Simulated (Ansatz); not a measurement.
Swapping CH3 for F on Ge: the HOMO–LUMO gap

On one Ge centre, n of the CH3 ligands are replaced by F. The HOMO–LUMO gap y in eV at wB97X-V/def2-TZVPP. Shapes, held fixed at every level: PBE0-D4/def2-TZVP. Programs: Ansatz 0.2.0.

```
  molecule  n  y (eV)
  Ge(CH3)4  0   13.05
Ge(CH3)2F2  2   13.86
 Ge(CH3)F3  3       ?
      GeF4  4   15.90
```

Problem. Fit y = c + s·n to the known rows and predict Ge(CH3)F3.

Solution. 
1. Means of the 3 rows: n = 2.00000, y = 14.270.
2. Σ(Δn)² = 8, Σ(Δn·Δy) = 5.7, so the slope is 5.7/8 = 0.7125.
3. Intercept: 14.270 − (0.7125) × 2.00000 = 12.845. The largest residual of the fit is 0.41.
4. Ge(CH3)F3: 12.845 + (0.7125) × 3 = 14.98 eV.

The run gave 14.91 eV, so the prediction is off by +0.07 eV, within the scatter of the fit. The steps per swap are uneven (+0.40, +1.05, +0.99), so a line is a poor model. Other levels give for Ge(CH3)F3: r2SCAN-D4/def2-TZVPP 8.56; BHLYP-D4/def2-TZVPP 12.70; r2SCAN0-D4/def2-TZVPP 10.94 eV. Orbital gaps aren't excitation energies, and the LUMO depends on the basis. The series runs otherwise at PBE-D4/def2-TZVPP, SPW92/def2-TZVPP. Relativity is left out for Ge unless named.

The gap widens at every computed stage from Ge(CH3)4 at 13.05 eV to GeF4 at 15.90 eV, with most of the rise in the second half of the series. In the methyl-containing members the HOMO is expected to be mainly Ge–C σ bonding. Fluorine withdraws charge from germanium and pulls this level down, until in GeF4 only the deeper fluorine lone pairs remain to form the HOMO. The same withdrawal should also lower the Ge-centred σ* levels, so the widening suggests that the occupied side falls further than the LUMO. A changing balance between these shifts would probably account for the uneven steps.

The close prediction for Ge(CH3)F3 owes something to its position: the line runs above the difluoride and below GeF4, so its error changes sign between them. The spread between methods for this molecule probably reflects mostly their different treatment of exchange. Without orbital energies for each member, the widening can't be divided between HOMO and LUMO.
